# Moving the origin: dipole, quadrupole and the first non-zero moment

A multipole moment is taken about a point, and the point is a free choice. This guide derives how the dipole and the traceless quadrupole change with that choice, proves that a traceless moment is independent of it exactly when all traceless moments of lower rank vanish, and applies the result to water. At each **Predict**, commit to an answer before reading on.

## 1. Premises and conventions

1. The molecule is a static charge density $\rho(\mathbf r)$ in three dimensions: point nuclei plus an electron density that decays exponentially, so that every integral of $\rho$ times a polynomial exists.
2. The new origin $O'$ lies at $\mathbf a$ as seen from the old origin $O$, and the axes stay parallel. A point at $\mathbf r$ from $O$ is at $\mathbf r'=\mathbf r-\mathbf a$ from $O'$. The charge does not move: $\rho$ at a physical point is unchanged, and $d^3r'=d^3r$.
3. Greek indices run over $x,y,z$, and repeated ones are summed. The moments follow Buckingham's convention:

$$q=\int\rho\,d^3r,\qquad \mu_\alpha=\int\rho\,r_\alpha\,d^3r,\qquad \Theta_{\alpha\beta}=\tfrac12\int\rho\,(3r_\alpha r_\beta-r^2\delta_{\alpha\beta})\,d^3r, \tag{1}$$

in C, C m and C m². With this definition $\boldsymbol\mu$ of a neutral molecule points from the negative towards the positive end. The moment of rank $n$ is

$$\xi^{(n)}_{\alpha\beta\cdots\nu}=\frac{(-1)^n}{n!}\int\rho\;r^{2n+1}\,\partial_\alpha\partial_\beta\cdots\partial_\nu\frac1r\;d^3r. \tag{2}$$

For $n=0,1,2$ this returns (1), since $\partial_\alpha r^{-1}=-r_\alpha/r^3$ and $\partial_\alpha\partial_\beta r^{-1}=(3r_\alpha r_\beta-r^2\delta_{\alpha\beta})/r^5$. The tensor (2) is symmetric because derivatives commute. It is traceless in every index pair because $\nabla^2r^{-1}=0$ for $r\ne0$, and $r^{2n+1}\partial^n r^{-1}$ is a polynomial, so its trace vanishes at $r=0$ too.

These are the moments that a distant observer senses. Let $\hat{\mathbf R}=\mathbf R/R$, and let $\gamma$ be the angle between $\mathbf r$ and $\mathbf R$. For $r<R$, $|\mathbf R-\mathbf r|^{-1}=\sum_n r^nP_n(\cos\gamma)/R^{n+1}$. The first Legendre terms are $rP_1=\mathbf r\cdot\hat{\mathbf R}$ and $r^2P_2=\frac12[3(\mathbf r\cdot\hat{\mathbf R})^2-r^2]$, so the potential outside the charge is

$$\phi(\mathbf R)=\frac1{4\pi\varepsilon_0}\left[\frac qR+\frac{\mu_\alpha\hat R_\alpha}{R^2}+\frac{\Theta_{\alpha\beta}\hat R_\alpha\hat R_\beta}{R^3}+\cdots\right]. \tag{3}$$

## 2. The dipole

The charge has the integrand $\rho\cdot1$, which contains no coordinate, so $q'=q$.

**Predict.** A bare proton sits at $O$. What is its dipole about $O'$, with sign?

Seen from $O'$ the proton is at $-\mathbf a$, so $\boldsymbol\mu'=-e\mathbf a$. In general, insert $r'_\alpha=r_\alpha-a_\alpha$ in (1) and take the constant $a_\alpha$ out of the integral:

$$\mu'_\alpha=\int\rho\,r_\alpha\,d^3r-a_\alpha\int\rho\,d^3r=\mu_\alpha-q\,a_\alpha. \tag{4}$$

If $q=0$, the dipole is the same about every origin. If $q\neq0$, any $\mathbf a\ne0$ changes it, and $\mathbf a=\boldsymbol\mu/q$, the centre of charge, removes it. The dipole of an ion means nothing until its origin is named.

## 3. The quadrupole

**Predict.** The integrand of $\Theta'$ is quadratic in $\mathbf r-\mathbf a$. Which moment multiplies the terms linear in $\mathbf a$, and which the terms quadratic in $\mathbf a$?

A term linear in $\mathbf a$ keeps one factor of $\mathbf r$ and integrates to the dipole. A term quadratic in $\mathbf a$ keeps none and integrates to the charge. The two pieces of the integrand are

$$3r'_\alpha r'_\beta=3r_\alpha r_\beta-3(a_\alpha r_\beta+a_\beta r_\alpha)+3a_\alpha a_\beta,$$

$$-r'^2\delta_{\alpha\beta}=-r^2\delta_{\alpha\beta}+2\,\mathbf a\cdot\mathbf r\,\delta_{\alpha\beta}-a^2\delta_{\alpha\beta}.$$

Add them, multiply by $\rho/2$ and integrate term by term. The terms free of $\mathbf a$ give $\Theta_{\alpha\beta}$; in the linear terms $\mathbf r$ becomes $\boldsymbol\mu$; in the quadratic terms $1$ becomes $q$:

$$\boxed{\Theta'_{\alpha\beta}=\Theta_{\alpha\beta}-\tfrac32(a_\alpha\mu_\beta+a_\beta\mu_\alpha)+\delta_{\alpha\beta}\,\mathbf a\cdot\boldsymbol\mu+\tfrac q2\,(3a_\alpha a_\beta-a^2\delta_{\alpha\beta})} \tag{5}$$

Here $\boldsymbol\mu$ is the dipole about the old origin. The trace tests the factors: the linear terms give $-3\,\mathbf a\cdot\boldsymbol\mu+3\,\mathbf a\cdot\boldsymbol\mu=0$, and the quadratic ones $\frac q2(3a^2-3a^2)=0$.

**Predict.** A neutral molecule has $\boldsymbol\mu=\mu\hat{\mathbf z}$. The tensor $\Theta$ has five independent components and $\mathbf a$ has three. Which combinations can no shift alter?

Put $q=0$, $\mu_\alpha=\mu\delta_{\alpha z}$ and $\mathbf a\cdot\boldsymbol\mu=a_z\mu$ in (5), and write $\Delta=\Theta'-\Theta$:

$$\Delta_{zz}=-3a_z\mu+a_z\mu=-2a_z\mu,\qquad \Delta_{xx}=\Delta_{yy}=a_z\mu, \tag{6}$$

$$\Delta_{xz}=-\tfrac32a_x\mu,\qquad \Delta_{yz}=-\tfrac32a_y\mu,\qquad \Delta_{xy}=0.$$

So $\Theta_{xx}-\Theta_{yy}$ and $\Theta_{xy}$ are invariant. The other three, $\Theta_{xz}$, $\Theta_{yz}$ and $\Theta_{zz}$, each respond to one component of $\mathbf a$, and exactly one origin makes all three zero. Every non-zero shift changes the tensor as a whole.

**Predict.** For an ion, is there a shift $\mathbf a\neq0$ that leaves $\Theta$ unchanged?

There is, unless $O$ is already the centre of charge. Take $\mathbf a=2\boldsymbol\mu/q$, that is $\boldsymbol\mu=q\mathbf a/2$. The linear terms of (5) become $-\frac32qa_\alpha a_\beta+\frac12qa^2\delta_{\alpha\beta}$ and cancel the quadratic ones. The two origins lie symmetrically about the centre of charge. Origin independence therefore has to mean more than equality at two chosen points.

### Why the potential does not notice

The field point lies at $\mathbf R'=\mathbf R-\mathbf a$ from $O'$. For $q=0$ the dipole term about $O'$, to first order in $\mathbf a$, uses $R'^{-3}\approx R^{-3}(1+3\,\mathbf a\cdot\hat{\mathbf R}/R)$:

$$\frac{\boldsymbol\mu\cdot\mathbf R'}{R'^3}\approx\frac{\boldsymbol\mu\cdot\hat{\mathbf R}}{R^2}+\frac{3(\boldsymbol\mu\cdot\hat{\mathbf R})(\mathbf a\cdot\hat{\mathbf R})-\mathbf a\cdot\boldsymbol\mu}{R^3}.$$

By (5), $\Delta_{\alpha\beta}\hat R_\alpha\hat R_\beta=-3(\mathbf a\cdot\hat{\mathbf R})(\boldsymbol\mu\cdot\hat{\mathbf R})+\mathbf a\cdot\boldsymbol\mu$. This cancels the extra $R^{-3}$ term. The quadrupole changes by just what is needed to undo the displacement of the dipole.

## 4. The theorem for rank $n$

**Theorem.** If $\xi^{(0)},\dots,\xi^{(n-1)}$ vanish about $O$, then $\xi^{(n)}$ has the same value about every origin. Conversely, if $\xi^{(n)}$ has the same value about all origins along some straight line through $O$, then $\xi^{(0)},\dots,\xi^{(n-1)}$ vanish about $O$.

The $\delta_{\alpha\beta}$ terms make a direct expansion clumsy at high rank. They disappear on contraction with a complex vector of zero square.

**Step 1: null vectors.** Let

$$\mathbf u(\varphi)=(i\cos\varphi,\;i\sin\varphi,\;1),\qquad \mathbf u\cdot\mathbf u=-\cos^2\varphi-\sin^2\varphi+1=0,$$

with no complex conjugation in the dot product. Write $T(\mathbf u)=T_{\alpha\cdots\nu}u_\alpha\cdots u_\nu$ for the full contraction.

**Predict.** What is $\Theta(\mathbf u)$?

The term $r^2\delta_{\alpha\beta}u_\alpha u_\beta$ is zero, so $\Theta(\mathbf u)=\frac32\int\rho\,(\mathbf u\cdot\mathbf r)^2d^3r$.

**Step 2: general rank.** Two rules suffice: $(\mathbf u\cdot\nabla)\,r^{-k}=-k\,(\mathbf u\cdot\mathbf r)\,r^{-k-2}$, and $(\mathbf u\cdot\nabla)(\mathbf u\cdot\mathbf r)=\mathbf u\cdot\mathbf u=0$. The factor $\mathbf u\cdot\mathbf r$ thus passes through later derivatives as a constant, and $n$ applications bring down $1\cdot3\cdots(2n-1)$:

$$(\mathbf u\cdot\nabla)^n\frac1r=(-1)^n(2n-1)!!\,\frac{(\mathbf u\cdot\mathbf r)^n}{r^{2n+1}}.$$

Inserting this in (2), with $(-1)!!=1$,

$$\xi^{(n)}(\mathbf u)=\frac{(2n-1)!!}{n!}M_n(\mathbf u),\qquad M_n(\mathbf u)=\int\rho\,(\mathbf u\cdot\mathbf r)^n\,d^3r. \tag{7}$$

The prefactor is $1,\,1,\,\frac32,\,\frac52$ for $n=0,1,2,3$ and is never zero.

**Step 3: nothing is lost.** *Lemma:* a real symmetric traceless tensor $T$ of rank $m$ with $T(\mathbf u(\varphi))=0$ for all $\varphi$ is zero.

(i) Such tensors have at most $2m+1$ free components. Tracelessness reads $T_{zz\cdots}=-T_{xx\cdots}-T_{yy\cdots}$ and removes $z$ indices in pairs, so everything follows from the components with no $z$ index ($m+1$ of them) and with one $z$ index ($m$ of them).

(ii) The tensors $U(\varphi)=u_\alpha\cdots u_\nu$ are symmetric, and traceless since $\mathbf u\cdot\mathbf u=0$. Their Fourier coefficients $U_k$ in $\varphi$ are linear combinations of them and share these properties. Contract with a real point $\mathbf r=(s\cos\chi,\,s\sin\chi,\,z)$:

$$(\mathbf u\cdot\mathbf r)^m=\Big[z+\tfrac{is}2e^{i(\varphi-\chi)}+\tfrac{is}2e^{-i(\varphi-\chi)}\Big]^m=\sum_{k=-m}^{m}f_k(s,z)\,e^{-ik\chi}e^{ik\varphi}.$$

The lowest power of $s$ in $f_k$ arises from taking one exponential $|k|$ times and $z$ otherwise. It is $\binom m{|k|}z^{m-|k|}(is/2)^{|k|}$, so $f_k$ is not identically zero. The functions $U_k(\mathbf r)=f_ke^{-ik\chi}$ differ in their $\chi$ dependence, so the $2m+1$ tensors $U_k$ are linearly independent. By (i) they span the whole space over the complex numbers.

(iii) By assumption $T$ contracts to zero with every $U(\varphi)$, hence with every $U_k$, hence with $T$ itself. That contraction is the sum of the squares of the real components of $T$, so $T=0$.

With (7), the lemma says that $\xi^{(m)}=0$ if and only if $M_m(\mathbf u(\varphi))=0$ for all $\varphi$.

**Step 4: the shift.** Since $\mathbf u\cdot\mathbf r'=\mathbf u\cdot\mathbf r-\mathbf u\cdot\mathbf a$, the binomial theorem gives

$$M'_n-M_n=\sum_{k=1}^{n}\binom nk(-\mathbf u\cdot\mathbf a)^k\,M_{n-k}. \tag{8}$$

For $n=2$, multiplying by $\frac32$ gives $\Delta(\mathbf u)=-3(\mathbf u\cdot\mathbf a)(\mathbf u\cdot\boldsymbol\mu)+\frac32q(\mathbf u\cdot\mathbf a)^2$, which is (5) contracted with $u_\alpha u_\beta$.

**Step 5: vanishing implies invariance.** If $\xi^{(0)},\dots,\xi^{(n-1)}$ vanish, so do $M_0,\dots,M_{n-1}$ by (7), and the right side of (8) is zero for every $\mathbf a$. The difference $\xi'^{(n)}-\xi^{(n)}$ is real, symmetric, traceless and zero on all $\mathbf u(\varphi)$. By the lemma it is zero.

**Predict.** For the converse, the terms of (8) might cancel one another, as they did for the ion. What prevents this when a whole line of origins is allowed, and along which axis should the line be laid?

**Step 6: invariance implies vanishing.** The vanishing of a tensor does not depend on the orientation of the axes, so lay $z$ along the line: $\mathbf a=t\hat{\mathbf z}$. Then $\mathbf u\cdot\mathbf a=t$ for every $\varphi$, and (8) reads $\sum_{k=1}^n\binom nk(-t)^kM_{n-k}=0$ for all $t$. A polynomial that vanishes for all $t$ has zero coefficients, so $M_{n-k}(\mathbf u(\varphi))=0$ for $k=1,\dots,n$ and all $\varphi$. By the lemma every lower $\xi$ vanishes. This proves the theorem.

It follows that the first non-zero traceless moment is origin independent, that those below it are zero about every origin, and that every higher one depends on the origin.

**Predict.** Write the shift of the octupole $\Omega=\xi^{(3)}$. Does $\int\rho\,r^2d^3r$ enter?

Multiply (8) for $n=3$ by $\frac52$ and use $M_2=\frac23\Theta(\mathbf u)$:

$$\Omega'(\mathbf u)=\Omega(\mathbf u)-5(\mathbf u\cdot\mathbf a)\,\Theta(\mathbf u)+\tfrac{15}2(\mathbf u\cdot\mathbf a)^2(\mathbf u\cdot\boldsymbol\mu)-\tfrac52q(\mathbf u\cdot\mathbf a)^3.$$

Only traceless moments appear, and the word traceless matters. A ground-state hydrogen atom with a fixed nucleus is neutral and spherical. Each Fourier component of $(\mathbf u\cdot\mathbf r)^n$ with $n\geq1$ is a harmonic polynomial that averages to zero over a sphere, so all its $\xi^{(n)}$ vanish about every origin. Yet with the density $e^{-2r/a_0}/\pi a_0^3$ ($a_0$ the Bohr radius), $\int\rho\,r^2d^3r=-3ea_0^2$ and $\int\rho\,z^2d^3r=-ea_0^2$. The primitive third moment then shifts to $\int\rho\,(z-a_z)^3d^3r=-3a_z\int\rho\,z^2d^3r=3a_zea_0^2$. It depends on the origin, while the octupole does not.

## 5. Range of validity

- Equations (4), (5) and (8) are exact for any $\rho$ whose moments exist and any size of $\mathbf a$. They assume parallel axes; a rotation is a separate tensor transformation. Conventions that omit the factor $\frac12$ in $\Theta$ double every term of (5).
- They hold for the charge and position operators before any averaging, hence for expectation values in exact or approximate states, provided $q$, $\boldsymbol\mu$ and $\Theta$ come from the same density.
- The vector $\mathbf a$ must be a constant. If both origins are tied to nuclei that vibrate, the average of (5) contains $\langle a_\alpha\mu_\beta\rangle$, which need not equal $\langle a_\alpha\rangle\langle\mu_\beta\rangle$. The centre of mass also depends on the nuclear masses, although $\rho$ at fixed geometry does not.
- The theorem concerns whole tensors. Single components or combinations may be invariant, as in (6), although lower moments are non-zero.
- The series (3) converges outside the smallest sphere about the chosen origin that holds all the charge. With exponential tails no such sphere exists, and (3) is an asymptotic series that omits exponentially small penetration terms. A truncated series depends on the origin at the order of the first omitted term.
- An infinite crystal violates premise 1: the moments of a unit cell depend on how the cell is cut as well as on the origin.

## 6. Illustration: H₂O at the centre of mass and at the O nucleus

Take a rigid molecule in the $xz$ plane, with $z$ along the twofold axis from O towards the H atoms and $y$ normal to the plane. The inputs are typical values for the gas-phase molecule, chosen so that the model has the usual size of dipole and quadrupole: bond length $r_{\rm OH}=95.7$ pm, angle $104.5^\circ$, relative masses $1.008$ (H) and $15.999$ (O), $\mu_z=6.19\times10^{-30}$ C m (positive, the H side being the positive end), and about the centre of mass $\Theta_{xx}=8.77$, $\Theta_{yy}=-8.34$, $\Theta_{zz}=-0.43$ in units of $10^{-40}$ C m². The two mirror planes make the off-diagonal components vanish for any origin on the axis. Intermediate values are carried unrounded.

With the half-angle $52.25^\circ$, the H atoms lie at $x=\pm x_H$, $z=z_H$ from O, where $x_H=75.67$ pm and $z_H=58.59$ pm. The total relative mass is $18.015$, so the centre of mass lies at

$$d=\frac{2(1.008)}{18.015}\,z_H=6.56\ \text{pm}$$

from O, on the H side.

**Predict.** The origin moves from the centre of mass to O. What is the sign of $a_z$, and does $\Theta_{zz}$ rise or fall?

The O nucleus is at $a_z=-d$ from the centre of mass. By (6), $\Delta_{zz}=2\mu d$ and $\Delta_{xx}=\Delta_{yy}=-\mu d$, with $\mu d=0.406\times10^{-40}$ C m² and $2\mu d=0.812\times10^{-40}$ C m². The rise has a plain reading: seen from O, the dipole sits further out along $+z$ with its positive end outward.

| $10^{-40}$ C m² | $\Theta_{xx}$ | $\Theta_{yy}$ | $\Theta_{zz}$ | $\Theta_{xx}-\Theta_{yy}$ |
|---|---|---|---|---|
| centre of mass (input) | 8.77 | −8.34 | −0.43 | 17.11 |
| O nucleus | 8.36 | −8.75 | 0.38 | 17.11 |

The trace of the second row is zero up to rounding. The two large components change by about 5 per cent, and $\Theta_{zz}$ changes sign. It passes through zero at $a_z=\Theta_{zz}/2\mu=-3.5$ pm from the centre of mass, which is 3.1 pm from O towards the H atoms. The sign change survives for any input $\Theta_{zz}$ between $-2\mu d$ and zero. A change of 2 per cent in $d$ at fixed $\mu$, an assumed scale for vibrational effects, moves $2\mu d$ by only $0.016\times10^{-40}$ C m².

### The same shift by direct summation

**Predict.** Replace the molecule by charges $q_H$ on each H and $-2q_H$ on O, with the same dipole. Will the tensor be the same? Will the shift?

The shift (6) needs only $\mu$ and $d$, so it must be the same; the tensor need not be. The dipole fixes $q_H=\mu/2z_H=5.28\times10^{-20}$ C, or $0.330\,e$. About O the oxygen charge contributes nothing, and (1) gives $\Theta_{xx}=q_H(2x_H^2-z_H^2)$, $\Theta_{yy}=-q_Hr_{\rm OH}^2$, $\Theta_{zz}=q_H(2z_H^2-x_H^2)$. About the centre of mass the H atoms are at $z_H-d=52.03$ pm and O is at $-d$, so for example $\Theta_{zz}=q_H[2(z_H-d)^2-x_H^2]-2q_Hd^2$, in which the $d^2$ terms cancel and $-4q_Hz_Hd=-2\mu d$ remains.

| $10^{-40}$ C m² | $\Theta_{xx}$ | $\Theta_{yy}$ | $\Theta_{zz}$ | $\Theta_{xx}-\Theta_{yy}$ |
|---|---|---|---|---|
| centre of mass | 4.64 | −4.43 | −0.21 | 9.07 |
| O nucleus | 4.24 | −4.84 | 0.60 | 9.07 |

The rows differ by $-\mu d,\,-\mu d,\,2\mu d$, as (6) demands. As typical knowledge, this three-charge model falls short of the real molecule by about half in $\Theta_{xx}-\Theta_{yy}$, and no choice of origin can mend that, since the combination is invariant.

The model also shows how truncation and origin interact. At the point on the axis 500 pm from O on the H side, 493.4 pm from the centre of mass, (3) reduces to $[\mu/R^2+\Theta_{zz}/R^3]/4\pi\varepsilon_0$:

| mV | dipole term | quadrupole term | sum |
|---|---|---|---|
| about O | 222.5 | 4.3 | 226.9 |
| about the centre of mass | 228.5 | −1.6 | 226.9 |

The dipole terms differ by 6.0 mV and the sums by 0.06 mV. Agreement between origins does not show convergence, however. The Coulomb sum over the three charges is 221.1 mV, so the omitted ranks contribute $-5.7$ mV to the expansion about O. Of this the octupole term $2q_Hr_{\rm OH}^3P_3(\cos52.25^\circ)/4\pi\varepsilon_0R^4$ supplies $-4.6$ mV, more in magnitude than the quadrupole term, because $\Theta_{zz}$ is small on this axis.

For the rigid model with typical inputs, moving the origin by 6.56 pm from the centre of mass to the O nucleus turns $\Theta_{zz}$ from $-0.43$ into $0.38\times10^{-40}$ C m², while $\mu$ and $\Theta_{xx}-\Theta_{yy}=17.11\times10^{-40}$ C m² stay fixed. These numbers are the model's, and a quoted $\Theta_{zz}$ of water carries not even a sign until its origin is stated.